# Fröhlich coupling in a polar monolayer

## 1. Premises and conventions

The layer lies in the plane $z=0$; $\mathbf q$ is an in-plane wave vector, $q=|\mathbf q|$; fields vary as $e^{i\mathbf q\cdot\mathbf r}$. $A$ is the cell area, $N_c$ the number of cells, $e>0$, $\varepsilon_0$ the vacuum permittivity.

- **P1.** Zero thickness: ionic and electronic in-plane polarisation and the carrier density are all proportional to $\delta(z)$.
- **P2.** Electrostatics without retardation.
- **P3.** The valence electrons respond instantly and locally: $\mathbf P_{el}=\varepsilon_0\chi\,\mathbf E_\parallel$, with $\mathbf P$ a dipole per area (C/m) and $\chi$ a length.
- **P4.** The half-spaces have frequency-independent permittivities $\epsilon_1$ ($z>0$) and $\epsilon_2$ ($z<0$).
- **P5.** Harmonic lattice, one in-plane polar optical mode, short-range forces taken at $q=0$.
- **P6.** One isotropic parabolic valley of mass $m$, Bloch overlap equal to 1, non-degenerate and dilute carriers.

## 2. Mode charge and mode mass

A monolayer of InSe or GaSe has four atoms per cell, stacked Se–In–In–Se, point group $D_{3h}$. Each mirror pair of atoms gives $A_1'+A_2''+E'+E''$. Removing the translations $A_2''+E'$ leaves the optical modes $2A_1'+A_2''+E'+2E''$. An in-plane vector transforms as $E'$, so exactly one doublet carries an in-plane dipole at $q=0$. The $E''$ and $A_2''$ modes are odd under $z\to-z$; their potential is odd and has no first-order matrix element within a band of definite mirror parity.

In the $E'$ mode both In atoms move by $\mathbf u_+$, both Se atoms by $\mathbf u_-$, with the centre of mass fixed. With $\mathbf w=\mathbf u_+-\mathbf u_-$,

$$\mathbf u_+=\frac{M_-}{M_++M_-}\mathbf w,\qquad \mathbf u_-=-\frac{M_+}{M_++M_-}\mathbf w .$$

The Born charge $Z^*$ is the in-plane dipole per unit displacement of one In atom, in units of $e$, at zero macroscopic in-plane field. The threefold axis makes it a scalar in the plane; neutrality gives $-Z^*$ for Se. Per cell:

- dipole $2eZ^*(\mathbf u_+-\mathbf u_-)=eZ\mathbf w$,
- kinetic energy $\tfrac12(2M_+\dot u_+^2+2M_-\dot u_-^2)=\tfrac12M\dot w^2$,

$$Z=2Z^*,\qquad M=2\mu,\qquad \mu=\frac{M_+M_-}{M_++M_-}.\tag{1}$$

For a two-atom cell $Z=Z^*$, $M=\mu$. The combination that matters below is $Z^2/M$, which is $2Z^{*2}/\mu$ here. The ionic sheet polarisation is

$$\mathbf P_{ion}=\frac{eZ}{A}\mathbf w .\tag{2}$$

## 3. Potential of a polarised sheet

A sheet charge $\sigma e^{i\mathbf q\cdot\mathbf r}$ leaves Laplace's equation, $\phi''=q^2\phi$, on each side. The decaying continuous solution is $\phi_0e^{-q|z|}$. Gauss's law fixes the jump of $D_z=-\varepsilon_0\epsilon\,\phi'$:

$$\varepsilon_0(\epsilon_1+\epsilon_2)\,q\,\phi_0=\sigma,\qquad \epsilon_{env}\equiv\tfrac12(\epsilon_1+\epsilon_2).$$

For a uniaxial medium the decay constant is $q\sqrt{\epsilon_\parallel/\epsilon_\perp}$ and $D_z$ carries $\epsilon_\perp$, so $\epsilon_i\to\sqrt{\epsilon_\parallel\epsilon_\perp}$.

The sheet charge is $\sigma=-i\mathbf q\cdot(\mathbf P_{ion}+\mathbf P_{el})$. With $\mathbf E_\parallel=-i\mathbf q\phi_0$, P3 gives $-i\mathbf q\cdot\mathbf P_{el}=-\varepsilon_0\chi q^2\phi_0$. Hence

$$2\varepsilon_0\epsilon_{env}q\,\phi_0=-i\mathbf q\cdot\mathbf P_{ion}-\varepsilon_0\chi q^2\phi_0 ,$$

$$\phi_0=\frac{-i\,\hat{\mathbf q}\cdot\mathbf P_{ion}}{2\varepsilon_0\,\epsilon(q)},\qquad \epsilon(q)=\epsilon_{env}+r_{\rm eff}\,q,\qquad r_{\rm eff}=\chi/2 .\tag{3}$$

$\epsilon(q)$ is the Rytova–Keldysh screening function. The factor $q$ of the divergence has cancelled against the sheet kernel $1/q$. In a bulk crystal the kernel is $1/q^2$, $\phi=-i\mathbf q\cdot\mathbf P/(\varepsilon_0\epsilon_\infty q^2)$, and one power $1/q$ survives.

## 4. LO–TO splitting

The energy per cell contains $-eZ\,\mathbf w\cdot\mathbf E_\parallel$. Its derivative with respect to the field gives the dipole of Eq. (2), its derivative with respect to $\mathbf w$ the force, so the same $Z$ enters both:

$$M\ddot{\mathbf w}=-M\omega_{TO}^2\mathbf w+eZ\,\mathbf E_\parallel .$$

From Eqs. (2) and (3),

$$\mathbf E_\parallel=-i\mathbf q\phi_0=-\frac{q\,eZ}{2\varepsilon_0A\,\epsilon(q)}\,\hat{\mathbf q}(\hat{\mathbf q}\cdot\mathbf w).$$

Transverse motion produces no field and keeps $\omega_{TO}$. Longitudinal motion feels an extra restoring force:

$$\boxed{\omega_{LO}^2(q)-\omega_{TO}^2=\frac{S\,q}{\epsilon_{env}+r_{\rm eff}q},\qquad S=\frac{e^2Z^2}{2\varepsilon_0AM}}\tag{4}$$

$S$ has units m s$^{-2}$. Limits:

- $q\to0$: the splitting vanishes linearly, $\omega_{LO}\simeq\omega_{TO}+Sq/(2\omega_{TO}\epsilon_{env})$. The doublet stays degenerate at $\Gamma$, and the LO branch leaves it with a finite slope set by the environment.
- $r_{\rm eff}q\gg\epsilon_{env}$: the splitting saturates at $S/r_{\rm eff}$, a property of the layer alone.

## 5. Quantisation and coupling

By P3 and P4 the field follows $\mathbf w$ without delay. Eliminating it adds only potential energy, $\tfrac12M[Sq/\epsilon(q)]w^2$ per cell; the kinetic energy stays ionic. Each LO mode is then an oscillator of mass $M$ and frequency $\omega_{LO}(q)$, with zero-point amplitude $\sqrt{\hbar/2M\omega_{LO}}$:

$$\mathbf w(\mathbf r)=\sum_{\mathbf q}\sqrt{\frac{\hbar}{2N_cM\omega_{LO}(q)}}\;(-i\hat{\mathbf q})\,(b_{\mathbf q}+b^\dagger_{-\mathbf q})\,e^{i\mathbf q\cdot\mathbf r}.$$

The polarisation vector $-i\hat{\mathbf q}$ obeys $\mathbf e_{-\mathbf q}=\mathbf e_{\mathbf q}^*$, which makes $\mathbf w$ Hermitian; this phase is chosen so that $g$ is real. In Eq. (3), $-i\hat{\mathbf q}\cdot(-i\hat{\mathbf q})=-1$, and the electron energy is $-e\phi_0$. With unit overlap (P6),

$$H_{ep}=\frac1{\sqrt{N_c}}\sum_{\mathbf k,\mathbf q}g(q)\,c^\dagger_{\mathbf k+\mathbf q}c_{\mathbf k}(b_{\mathbf q}+b^\dagger_{-\mathbf q}),$$

$$\boxed{g(q)=\frac{e^2Z}{2\varepsilon_0A}\sqrt{\frac{\hbar}{2M\omega_{LO}(q)}}\;\frac1{\epsilon_{env}+r_{\rm eff}q}}\tag{5}$$

$g(0)$ is finite and scales as $1/\epsilon_{env}$. A $1/q$ law returns only for $r_{\rm eff}q\gg\epsilon_{env}$. The displacement pattern still depends on $\hat{\mathbf q}$ as $q\to0$, so the coupling remains non-analytic. Squaring Eq. (5) and inserting $S$ removes $Z$ and $M$:

$$A\,g^2=\frac{e^2\hbar S}{4\varepsilon_0\,\omega_{LO}\,\epsilon^2(q)}=\frac{e^2\hbar}{4\varepsilon_0\,q\,\epsilon(q)}\;\frac{\omega_{LO}^2-\omega_{TO}^2}{\omega_{LO}} .\tag{6}$$

The splitting and the screening function determine the coupling.

## 6. Scattering rate and step height

Fermi's golden rule for emission, with Bose occupation $N=1/(e^{\hbar\omega_{LO}/k_BT}-1)$, empty final states and conserved spin:

$$\Gamma_{em}(k)=\frac{2\pi}{\hbar}A\!\int\!\frac{d^2k'}{(2\pi)^2}\,g^2(|\mathbf k-\mathbf k'|)\,(N+1)\,\delta(E_k-E_{k'}-\hbar\omega_{LO}).$$

Treat $\omega_{LO}$ as constant over the final states (cost in Section 8). With $d^2k'=(m/\hbar^2)\,dE'\,d\theta$,

$$\Gamma_{em}(E)=\Theta(E-\hbar\omega_{LO})\,(N+1)\frac{mA}{\hbar^3}\int_0^{2\pi}\!\frac{d\theta}{2\pi}\,g^2(q_\theta),\qquad q_\theta^2=k^2+k'^2-2kk'\cos\theta ,\tag{7}$$

where $\hbar^2k'^2/2m=E-\hbar\omega_{LO}$. Absorption follows from $N+1\to N$, $\omega_{LO}\to-\omega_{LO}$ in the energy balance; it has no threshold.

At threshold $k'\to0$ and every angle has $q_\theta=k=q_0$, fixed by

$$\frac{\hbar q_0^2}{2m}=\omega_{LO}(q_0)\equiv\omega_0 .\tag{8}$$

The two-dimensional density of states is finite at the band edge, so the rate jumps. (In bulk the density of states makes it rise as $\sqrt{E-\hbar\omega_{LO}}$.) Equations (6) and (7) give the height:

$$\boxed{\Delta\Gamma=(N+1)\frac{m e^2S}{4\varepsilon_0\hbar^2\omega_0(\epsilon_{env}+r_{\rm eff}q_0)^2}=(N+1)\frac{me^2\,(\omega_0^2-\omega_{TO}^2)}{4\varepsilon_0\hbar^2\omega_0\,q_0\,(\epsilon_{env}+r_{\rm eff}q_0)}}\tag{9}$$

Three remarks.

1. The step comes from the density of states; its height is set by $g(q_0)$, not by $g(0)$.
2. The momentum-loss weight $1-(k'/k)\cos\theta$ equals 1 at threshold, so the momentum relaxation rate jumps by the same $\Delta\Gamma$.
3. At fixed $\omega_0$, $q_0$ and $N$,
$$\frac{\partial\ln\Delta\Gamma}{\partial\ln\epsilon_{env}}=-\frac{2\epsilon_{env}}{\epsilon_{env}+r_{\rm eff}q_0}.\tag{10}$$
The exponent reaches $-2$ only for $\epsilon_{env}\gg r_{\rm eff}q_0$. The environment also lowers $\omega_0$ through Eq. (4), which shifts the threshold and raises $N$.

## 7. Illustration: electrons in monolayer InSe

Inputs, all approximate typical values: lattice constant $a=0.405$ nm, $Z^*=2.4$, $M_+=114.82$ u, $M_-=78.97$ u, $\omega_{TO}/2\pi c=180$ cm$^{-1}$, $r_{\rm eff}=3.0$ nm, $m=0.18\,m_e$ (valley at $\Gamma$), $T=300$ K. Environments: $\epsilon_{env}=1$ (suspended) and $\epsilon_{env}=5$ (approximate low-frequency $\sqrt{\epsilon_\parallel\epsilon_\perp}$ of hexagonal boron nitride on both sides). Intermediate values are carried unrounded.

$A=(\sqrt3/2)a^2=0.1420$ nm$^2$, $Z=4.8$, $M=93.58$ u, $\hbar\omega_{TO}=22.3$ meV, $S=1.51\times10^{18}$ m s$^{-2}$. The saturation value $\sqrt{\omega_{TO}^2+S/r_{\rm eff}}$ corresponds to 216 cm$^{-1}$. Equation (8) is solved with Eq. (4).

| quantity | $\epsilon_{env}=1$ | $\epsilon_{env}=5$ |
|---|---|---|
| slope $S/2\omega_{TO}\epsilon_{env}$ (km/s) | 22 | 4.5 |
| $g(0)$ (eV) | 0.97 | 0.19 |
| $q_0$ (nm$^{-1}$) | 0.341 | 0.330 |
| $\epsilon(q_0)$ | 2.02 | 5.99 |
| $\omega_0/2\pi c$ (cm$^{-1}$) | 199 | 186 |
| $\hbar\omega_0$ (meV) | 24.7 | 23.1 |
| $N$ | 0.63 | 0.69 |
| $g(q_0)$ (eV) | 0.45 | 0.16 |
| $\Delta\Gamma$ ($10^{13}$ s$^{-1}$) | 17 | 2.2 |
| exponent, Eq. (10) | $-0.99$ | $-1.67$ |
| $\Delta\Gamma/\omega_0$ | 4.6 | 0.62 |

Encapsulation lowers the model's step by a factor 7.9, while $g^2(0)$ falls by 25. The difference is due mostly to the layer's own screening, $r_{\rm eff}q_0=1.02$ in the suspended case.

## 8. Range of validity

**Retardation (P2).** Needs $q\gg\sqrt{\epsilon_{env}}\,\omega/c$; $\omega_{TO}/c=1.1\times10^5$ m$^{-1}$. The limit $q\to0$ above is taken outside this light cone, and $q_0$ lies far outside it.

**Short-range dispersion, overlap, band shape (P5, P6).** Corrections to $\omega_{TO}^2$ and to the squared overlap start at order $(q_0a)^2=0.019$. Non-parabolicity changes $q_0$ at order $\hbar\omega_0/E_g\approx0.01$ for an approximate gap of 2 eV. Mixing with the $A_1'$ and acoustic branches, and short-range deformation-potential terms, vanish or stay small as $q\to0$ but are not contained in Eq. (5).

**LO dispersion in the delta function.** The threshold final state minimises $E_{k'}+\hbar\omega_{LO}(|\mathbf k-\mathbf k'|)$, which gives $\hbar k'=mv_{ph}$ with $v_{ph}=d\omega_{LO}/dq=S\epsilon_{env}/2\omega_0\epsilon^2(q_0)$. This shift, and the change in curvature at the minimum, alter $\Delta\Gamma$ at relative order $v_{ph}/v_0$, $v_0=\hbar q_0/m$: 0.022 suspended, 0.014 encapsulated.

**Thickness (P1).** Replace the sheet by an isotropic slab $|z|<h$ of permittivity $\epsilon_s$ in a medium $\epsilon_{env}$, with ionic charge and carrier spread uniformly. Inside, $\varepsilon_0\epsilon_s(q^2\phi-\phi'')=\sigma/2h$, solved by $\phi=\phi_p(1-B\cosh qz)$, $\phi_p=\sigma/(2h\varepsilon_0\epsilon_sq^2)$. Continuity of $\phi$ and $D_z$ means $\epsilon_s\phi'=-\epsilon_{env}q\phi$ at $z=h$, so $B=\epsilon_{env}/(\epsilon_{env}\cosh x+\epsilon_s\sinh x)$ with $x=qh$. Averaging over the slab and writing $\bar\phi=\sigma/(2\varepsilon_0q\,\epsilon_{slab})$:

$$\frac1{\epsilon_{slab}}=\frac1{\epsilon_sx}\left[1-\frac{\epsilon_{env}\tanh x}{x(\epsilon_{env}+\epsilon_s\tanh x)}\right],\qquad \epsilon_{slab}\simeq\epsilon_{env}+x\left(\epsilon_s-\frac{\epsilon_{env}^2}{3\epsilon_s}\right).$$

Equation (3) is recovered with $r_{\rm eff}=\epsilon_sh$ when $\epsilon_{env}^2\ll3\epsilon_s^2$; otherwise $r_{\rm eff}$ depends on the environment. Take $h=0.4$ nm (about half the layer spacing) and $\epsilon_s=7.5$, chosen so that $\epsilon_sh=3.0$ nm. At the tabulated $q_0$, $\epsilon_{slab}=2.02$ and $5.85$, and $[\epsilon(q_0)/\epsilon_{slab}]^2$ multiplies the step by 1.006 and 1.05.

**Environment (P4).** $\epsilon_{env}$ is the value at $\omega_0$. A substrate with polar phonons near $\omega_0$ hybridises with the LO mode and adds its own scattering; Eqs. (4) to (9) then fail.

**Free carriers (P6).** A Boltzmann gas of density $n$ answers a static long-wave potential with $\sigma=-ne^2\phi_0/k_BT$, which adds $q_D/q$ to $\epsilon(q)$, $q_D=ne^2/2\varepsilon_0k_BT$. This term equals $\epsilon(q_0)$ at $n^*=2\varepsilon_0k_BT\,q_0\,\epsilon(q_0)/e^2$, i.e. $2.0\times10^{15}$ and $5.7\times10^{15}$ m$^{-2}$. The estimate ignores the frequency and wave-vector dependence of the response, so it sets a scale only: the results hold for $n\ll n^*$, and near $n^*$ carrier screening is as large as the environmental effect.

**Weak coupling.** A sharp step needs a lifetime width $\hbar\Delta\Gamma$ small against $\hbar\omega_0$. The table gives $\Delta\Gamma/\omega_0=4.6$ and $0.62$; spontaneous emission alone ($N=0$) gives 2.8 and 0.37. This is the dominant limitation. For the suspended layer the golden rule is outside its range: higher orders in $g^2$ are not small, the threshold is smeared over more than a phonon energy, and only the order of magnitude, $10^{14}$ s$^{-1}$, is meaningful. For the encapsulated layer the step is broadened over a sizeable fraction of $\hbar\omega_0$, and one figure is supported, $2\times10^{13}$ s$^{-1}$. Both numbers are the model's golden-rule values for the assumed inputs. Equations (4) to (6) do not involve the carrier dynamics and are unaffected by this limitation.